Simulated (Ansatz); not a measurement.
Gd₃Y: the change of energy above lowest point and pressure with volume scale

Results calculated with Ansatz 0.2.0, not measured. Free energy against uniform scaling of the volume at fixed shape and fractions; periodic cell, basis, potentials, k mesh and filling as listed.

The cell before it is scaled or strained (space group Pm-3m, No. 221):
```
CELL_PARAMETERS angstrom
5.17990 0.00000 0.00000
0.00000 5.17990 0.00000
0.00000 0.00000 5.17990
ATOMIC_POSITIONS crystal
Y 0.00000 0.00000 0.00000
Gd 0.00000 0.50000 0.50000
Gd 0.50000 0.00000 0.50000
Gd 0.50000 0.50000 0.00000
```

Settings of every row: functional PBEsol; dispersion none; potentials PAW; wave cutoff 550 eV; density cutoff 2200 eV; k mesh 5x5x5; k shift 0x0x0; occupations fermi dirac; smearing width 0.05 eV; spin collinear.

Limits: a known weakness of the program can leave such a cell on a higher state; coarse k mesh, up to 40 meV an atom off; minimum outside the range; state may not be the lowest; the cell comes from a prototype or a list of computed structures and needn't be the stable phase.

| row | volume scale | V (Å³/atom) | energy above lowest point (meV/atom) | pressure (GPa) |
| --- | --- | --- | --- | --- |
| 1 | 0.9 | 31.271 | 0 | -0.82 |
| 2 | 0.925 | 32.14 | 7 | -1.73 |
| 3 | 0.95 | 33.009 | 18.5 | -2.51 |
| 4 | 0.975 | 33.877 | ? | ? |
| 5 | 1 | 34.746 | 53 | -3.79 |
| 6 | 1.025 | 35.615 | 75 | -4.32 |
| 7 | 1.05 | 36.483 | 99.7 | -4.78 |
| 8 | 1.075 | 37.352 | 126.8 | -5.2 |
| 9 | 1.1 | 38.221 | 155.9 | -5.55 |

Question: what energy above lowest point and pressure should row 4 give?

Worked fit of energy above lowest point. Take u = (V_r/V)^(2/3) − 1 with V_r = 35.181 Å³ an atom, which is twice the finite (Eulerian) strain; such expansions in the strain, on which the Birch-Murnaghan equation of state is built, carry the rest volume and the bulk modulus. The shown rows have u = 0.08171, 0.06212, 0.0434, 0.00833, -0.00814, -0.02394, -0.03913, -0.05375. Least squares give energy above lowest point = 63.65 − 1339.6 × u + 6951 × u² − 1099 × u³ meV/atom; a parabola predicts inner rows, each left out in turn, worse (root mean square 0.089 against 0.029 meV/atom). All shown rows lie on it to the printed digit. The withheld row has u = 0.0255, so the fit gives 63.65 − 1339.6 × (0.0255) + 6951 × (0.0255)² − 1099 × (0.0255)³ = 34.0 meV/atom.

The calculation gave 34 meV/atom. The fit meets it to the printed digit.

Worked fit of pressure. Take u = (V_r/V)^(2/3) − 1 with V_r = 35.181 Å³ an atom, which is twice the finite (Eulerian) strain; such expansions in the strain, on which the Birch-Murnaghan equation of state is built, carry the rest volume and the bulk modulus. The shown rows have u = 0.08171, 0.06212, 0.0434, 0.00833, -0.00814, -0.02394, -0.03913, -0.05375. Least squares give pressure = −4.066 + 31.9 × u + 85 × u² + 126 × u³ GPa; a parabola predicts inner rows, each left out in turn, worse (root mean square 0.012 against 0.0066 GPa). The rows lie off it by 0.00, 0.00, 0.00, 0.00, 0.00, 0.00, -0.01, 0.00. The withheld row has u = 0.0255, so the fit gives −4.066 + 31.9 × (0.0255) + 85 × (0.0255)² + 126 × (0.0255)³ = -3.20 GPa.

The calculation gave -3.19 GPa. The fit lies 0.01 GPa (0.21 % of the column's range) below it, one unit of the last digit.
